**The naive picture**

A lone 2p electron outside a fixed 1s²2s² core should look more and more like hydrogen as the nuclear charge $Z$ grows. On that picture the ionisation energy IE tends to a $Z^2$ law, electron–electron terms fade, and a density functional gets relatively better. In scalar-relativistic spin-polarised LDA only part of this holds. The ratio $-\varepsilon/\mathrm{IE}$ does approach one, where $\varepsilon$ is the eigenvalue of the occupied 2p level. The error against the NIST table grows instead, from +0.15 % of the table value at Ne5+ to −7.4 % at Bi78+. Every row is the same process, 2s²2p¹ → 2s².

Boron-like ions in NIST's ground configuration, [He] 2s² 2p¹, computed with Quantum ESPRESSO ld1.x 7.5 as spherical all-electron Kohn-Sham atoms. The runs are spin-polarised and scalar-relativistic, with the LDA-VWN5 functional, a point nucleus and open shells filled at highest spin. The ionisation energy is a difference of total energies.

| species | Z | charge (e) | ionisation energy (eV) | −ε(highest occupied) (eV) | highest level mean radius (bohr) | NIST table (eV) | kind of table value | stated uncertainty (eV) | computed less table (eV) |
| --- | --- | --- | --- | --- | --- | --- | --- | --- | --- |
| Ne5+ | 10 | 5 | 158.169 | 142.38 | 0.66279 | 157.934 | measured | 0.005 | 0.235 |
| P10+ | 15 | 10 | 478.893 | 452.16 | 0.39634 | 479.44 | semi-empirical | 0.05 | -0.547 |
| Ni23+ | 28 | 23 | 2117.29 | 2062.1 | 0.19367 | 2130.5 | semi-empirical | 0.9 | -13.2 |
| Pd41+ | 46 | 41 | 6350.01 | 6254.9 | 0.11223 | 6469 | semi-empirical | 5 | -119 |
| W69+ | 74 | 69 | 17777.7 | 17618 | 0.066038 | 18872 | semi-empirical | 3 | -1090 |
| Bi78+ | 83 | 78 | 22815.5 | 22634 | 0.057803 | 24640 | theory | 120 | -1820 |

**Screening**

An $n=2$ electron in a charge $Z_e=Z-\sigma$ has $\mathrm{IE}=\mathrm{Ry}\,Z_e^2/4$, with Ry = 13.606 eV. First-order perturbation theory in $1/Z$ fixes the screening constant $\sigma$ without a fit. It gives $\mathrm{IE}=Z^2/8-cZ$ hartree, where $c$ is the repulsion of the 2p electron with four inner electrons, less exchange with the two of like spin, all in hydrogen orbitals. Matching to $(Z-\sigma)^2/8$ yields

$$\sigma_0=4c=4\sum_{s=1s,2s}\left[2F^0(s,2p)-\tfrac13G^1(s,2p)\right]=3.054,$$

with $F^0$ and $G^1$ the Coulomb and exchange Slater integrals. The 1s pair lies inside the 2p orbital and supplies about 1.9. The 2s pair shares its region and supplies about 1.2. This value belongs to one configuration with exact exchange, so LDA need not reach it exactly.

Screening makes IE rise faster than $Z^2$, with a local exponent $2Z/(Z-\sigma)$. The computed exponent between neighbouring rows falls from 2.73 and stalls at 2.17, although the formula gives $2\times78/75=2.08$ between W and Bi.

**Spin-free relativity**

The stall is relativity. Inverting the non-relativistic formula row by row gives an apparent $\sigma$ that drops from 3.18 at Ne5+ to 1.10 at Bi78+, which four inner electrons can't produce. The mean radius $\langle r\rangle$ of the 2p level agrees: 0.0578 bohr for Bi78+ is smaller than $5/83=0.0602$ bohr, the unscreened non-relativistic value.

The Dirac expansion for $n=2$ multiplies the binding by $1+k(Z_e\alpha)^2$, with $\alpha$ the fine-structure constant, $k=5/16$ for $j=1/2$ and $k=1/16$ for $j=3/2$. A scalar calculation has no spin-orbit coupling and sees, at this order, the 1:2 weighted mean:

$$\mathrm{IE}=\frac{\mathrm{Ry}\,Z_e^2}{4}\left[1+\frac{7}{48}(Z_e\alpha)^2\right].$$

One $\sigma$ fitted to all six rows by least squares on the relative residuals gives 3.166 and matches every computed IE within 0.5 %, worst at Ne5+. The same fit without the bracket misses Bi78+ by 4.9 %. With the unfitted $\sigma_0$ the model is 3.8 % high at Ne5+, where the next order in $1/Z$ matters, and 0.01 % high at Bi78+. That last agreement is partly luck. Solving the scalar-relativistic radial equation for a bare charge $Z_e$ to all orders gives $\sigma$ = 3.10 to 3.11 from Ni to Bi, not 3.05. The steadiness may also hide extra screening by the contracted s shells. Since spin-free relativity is built into the calculation, the match describes the calculation and says nothing yet about the real ion.

**Why the error grows faster than $Z^4$**

The real ion loses a 2p$_{1/2}$ electron, which lies below the mean by $5/16-7/48=1/6$ in $k$:

$$\Delta_{\mathrm{so}}=\mathrm{Ry}\,\alpha^2Z_e^4/24 .$$

For Pd41+ with the unfitted $\sigma_0$, $Z_e=42.946$ and $\mathrm{Ry}\,Z_e^2/4=6273$ eV. With $\alpha^2=5.325\times10^{-5}$, $(Z_e\alpha)^2=0.0982$, the bracket is 1.0143 and IE = 6363 eV, 0.21 % above the computed 6350.01 eV. Inverting the bracket formula for that row gives $Z_e=46-3.098=42.902$, so $Z_e^4=3.388\times10^6$ and $\Delta_{\mathrm{so}}=102$ eV. The exact Dirac 2p$_{1/2}$ binding at that $Z_e$ lies 113 eV above the computed IE. The shortfall against the table is 119 eV with a stated uncertainty of 5 eV, and no table value entered the estimate.

From Ni to Bi the Dirac shift for a bare charge $Z_e$, a low estimate, accounts for 91 to 97 % of the shortfall, depending on row and on which $Z_e$ is used. The local exponent of the error lies between 4.4 and 4.7, above four because $Z_e$ grows faster than $Z$ and higher orders in $Z_e\alpha$ add. A control from the same calculations points at the p shell. Removing a 2s electron from the next ion, where no first-order spin-orbit shift exists, errs by −2.5 eV for Pd and +23 eV for W, against −119 and about −1090 eV for 2p. A general failure of LDA or of scalar relativity would strike 2s as well, so the functional is not to blame for the large errors.

The estimate falls short most visibly at W69+, by 86 to 101 eV against an uncertainty of 3 eV. This is within the crudeness of a single charge. Spin-orbit coupling weights small radii, where the charge is less screened than $Z_e$, so the shift is larger than estimated in every row. At leading order W69+ gives 763.8 eV at $Z_e$ and 905.2 eV at the bare charge, a span of 141 eV that exceeds the remainder, so neither its size nor its sign should be read as physics. Breit, QED and nuclear-size terms are also absent and can't be separated here. The remainder at Bi78+ lies inside the ±120 eV of a table value that is itself theory.

**The irregular row**

Ne5+, the only row with a measured reference, has the opposite sign, +0.235 eV. Its spin-orbit shift lies between 0.065 eV, taken at $Z_e$, and 0.30 eV, taken at the bare nuclear charge, and adding it widens the error to between +0.30 and +0.54 eV. At P10+ the same bounds are 0.60 and 1.53 eV, which leave between +0.05 and +0.98 eV. The change of sign is thus a $Z^4$ term overtaking a small positive remainder, most plausibly an exchange-correlation error. One candidate is 2s²–2p² near-degeneracy correlation, which LDA describes poorly. It stabilises the 2s² product more than the 2s²2p parent, so missing it makes the 2p IE too high and the 2s IE of the next ion too low, as in the −2.3 eV control for neon. This stays a guess. The effect grows with $Z$ among light ions, and at first order it is several times the remainder, so LDA errors of the opposite sign would have to offset most of it. The bounds on the shift are too wide to show how the remainder changes from Ne to P. The control also shows that the small error of Ne5+ is no general accuracy of LDA.

**Eigenvalue against energy difference**

The ratio $-\varepsilon/\mathrm{IE}$ rises in every step, from 0.900 to 0.992, yet the gap $\mathrm{IE}+\varepsilon$ widens from 15.8 to about 181 eV. By Janak's theorem, approximate in this scalar scheme, $\mathrm{IE}=-\int_0^1\varepsilon(n)\,dn$ over the 2p occupation $n$. The exact functional would keep $\varepsilon$ constant. In LDA the electron repels its own density, $\varepsilon$ rises with $n$ by an amount $U$, and the gap is $U/2$ if the rise is linear. For neon the empty 2p level of Ne6+ lies at −174.05 eV and the filled one at −142.38 eV. Their mean reproduces IE within 0.05 eV, and phosphorus does so within 0.06 eV.

A Coulomb self-repulsion scales as $1/\langle r\rangle$, and gap × $\langle r\rangle$ stays between 10.5 and 10.7 eV bohr in all rows. A spherical hydrogenic 2p density gives $\tfrac12F^0(2p,2p)\langle r\rangle=12.36$ eV bohr, so the computed product is about 85 % of it. Partial cancellation by LDA exchange and orbital relaxation can both lower the product. Exchange scales with $Z$ like the self-repulsion, while relaxation is of order $Z^0$ and its share of the product falls as $1/Z$, so a deficit that persists from Ne to Bi is mostly exchange. The gap grows roughly as $Z$ and IE roughly as $Z^2$, so the ratio improves while the self-interaction error in eV increases.

**Neighbouring series**

For a shell that loses a 2p$_{3/2}$ electron, as neon-like ions do, the level lies above the mean by $7/48-1/16=1/12$. A scalar calculation should then overbind, by half as much at leading order and equal $Z_e$. Aluminium-like 3p ions should err in the same direction as here but less, since the shift falls as $1/n^3$ and twelve electrons screen. Hartree–Fock reverses the eigenvalue story: self-repulsion cancels exactly, and $-\varepsilon$ exceeds the energy difference by the relaxation energy.
